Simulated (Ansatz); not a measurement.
Loss of HF: C2H2F3 → C2HF2 + HF

Species: C2H2F3 `[CH2]C(F)(F)F`, doublet; C2HF2 `[CH]=C(F)F`, doublet; HF (hydrogen fluoride), singlet. 

Shapes, held fixed at every level: PBE0-D4/def2-TZVP. Programs: Ansatz 0.2.0. The zero-point and thermal change to 298 K, harmonic and unscaled (PBE0-D4/def2-TZVP), is -7.4 kJ/mol.

Estimate ΔH(298 K) of this reaction.

B2PLYP/def2-TZVPP gives ΔH(298 K) = +180.5 kJ/mol; the levels span +178.1 to +214.0. The median of the levels is +193.2. No measured value is set beside it here. Spin contamination: C2HF2 (⟨S²⟩ up to 0.90). Open shells run unrestricted unless RO is named. Times are processor times on shared x86 and Arm servers, and rough.

```
              level                    kind  ΔH(298 K) (kJ/mol)  CPU time (sum over the molecules)
      HF/def2-TZVPP            Hartree–Fock              +185.4                                  –
   SPW92/def2-TZVPP                     LDA              +214.0                               11 s
B3LYP-D4/def2-TZVPP           global hybrid              +178.1                               29 s
BHLYP-D4/def2-TZVPP           global hybrid              +197.5                               23 s
 PBE0-D4/def2-TZVPP           global hybrid              +193.8                               22 s
 wB97M-V/def2-TZVPP  range-separated hybrid              +192.5                               69 s
 wB97X-V/def2-TZVPP  range-separated hybrid              +201.9                               56 s
  B2PLYP/def2-TZVPP           double hybrid              +180.5                               33 s
```

Every level makes loss of HF strongly endothermic, so the sign is secure, while the spread from +178.1 to +214.0 kJ/mol leaves the magnitude much less certain. The very strong H–F bond and the new C=C π bond do not repay the cost of breaking a C–F bond in a CF3 group and a C–H bond. The radical character of the product adds to that cost: the unpaired electron starts in a largely p-type orbital on an alkyl carbon and ends in a σ-type orbital on a vinylic carbon, where it is less stabilised. Elimination from the closed-shell parent, 1,1,1-trifluoroethane, should therefore be less endothermic, since vinylic C–H bonds are stronger than alkyl ones.

The share of exact exchange alone does not order the results, as B3LYP-D4 and PBE0-D4 differ clearly despite similar fractions; the high LDA value probably reflects overbinding of the intact radical. The reaction enthalpy does not show how fast HF is lost, which also depends on the barrier to elimination.
